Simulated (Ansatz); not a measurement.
# A series in volume ratio on MgS

Results calculated with Ansatz 0.2.0, not measured. Plane-wave density functional theory, PAW datasets, Gaussian smearing 0.05 eV: equation of state, the given cell scaled in volume with shape and atoms relaxed at each volume.

The cell before it is scaled or strained (space group Fm-3m, No. 225):
```
cell vectors (Å)
   0.0000     2.5910     2.5910
   2.5910     0.0000     2.5910
   2.5910     2.5910     0.0000
atoms (fractions of the cell vectors)
Mg  0.00000  0.00000  0.00000
S   0.50000  0.50000  0.50000
```

Settings of every row: paw set soft_2; functional PBEsol; spin treatment none; moment partition spheres; spin axis none; wave cutoff 420 eV; k mesh 10x10x10; symmetry use detected.

Atom hubbard u: 0 on all atoms.

| row | volume ratio | V (Å³/atom) | pressure (GPa) | energy above given cell (meV per atom) |
| --- | --- | --- | --- | --- |
| 1 | 0.96 | 16.699 | 3.46 | 7.25 |
| 2 | 0.98 | 17.047 | 1.64 | 1.75 |
| 3 | 1 | 17.395 | -0.004 | 0 |
| 4 | 1.02 | 17.743 | ? | ? |
| 5 | 1.04 | 18.091 | -2.831 | 6.36 |

Question: what pressure and energy above given cell should row 4 give?

Worked fit of pressure. Take u = (V_r/V)^(2/3) − 1 with V_r = 17.221 Å³ an atom, which is twice the finite (Eulerian) strain; such expansions in the strain, on which the Birch-Murnaghan equation of state is built, carry the rest volume and the bulk modulus. The shown rows have u = 0.02073, 0.00679, -0.00668, -0.03232. Least squares give pressure = 0.7975 + 122.109 × u + 304.54 × u² GPa; a straight line predicts inner rows, each left out in turn, worse (root mean square 0.13 against 0.0014 GPa). The rows lie off it by 0.000, -0.001, 0.001, 0.000. The pressure vanishes at u = -0.0066, or V = 17.39 Å³ an atom, and there the bulk modulus with shape and atoms relaxed is B = −V dP/dV = (2/3)(1 + u) dP/du = 78.2 GPa. The withheld row has u = -0.01971, so the fit gives 0.7975 + 122.109 × (-0.01971) + 304.54 × (-0.01971)² = -1.491 GPa.

The calculation gave -1.489 GPa. The fit lies 0.002 GPa (0.032 % of the column's range) below it; its largest miss of a shown row is 0.001 GPa.

Worked fit of energy above given cell. Take u = (V_r/V)^(2/3) − 1 with V_r = 17.221 Å³ an atom, which is twice the finite (Eulerian) strain; such expansions in the strain, on which the Birch-Murnaghan equation of state is built, carry the rest volume and the bulk modulus. The shown rows have u = 0.02073, 0.00679, -0.00668, -0.03232. Least squares give energy above given cell = 0.43 + 128.75 × u + 9660.9 × u² meV per atom; a straight line predicts inner rows, each left out in turn, worse (root mean square 4.2 against 0.0016 meV per atom). All shown rows lie on it to the printed digit. Its lowest point lies at u = -0.0067, or V = 17.39 Å³ an atom, and the curvature there gives the bulk modulus with shape and atoms relaxed, B = (4/9)(1 + u)² E″(u)/V = 78 GPa. The withheld row has u = -0.01971, so the fit gives 0.43 + 128.75 × (-0.01971) + 9660.9 × (-0.01971)² = 1.65 meV per atom.

The calculation gave 1.65 meV per atom. The fit meets it to the printed digit.
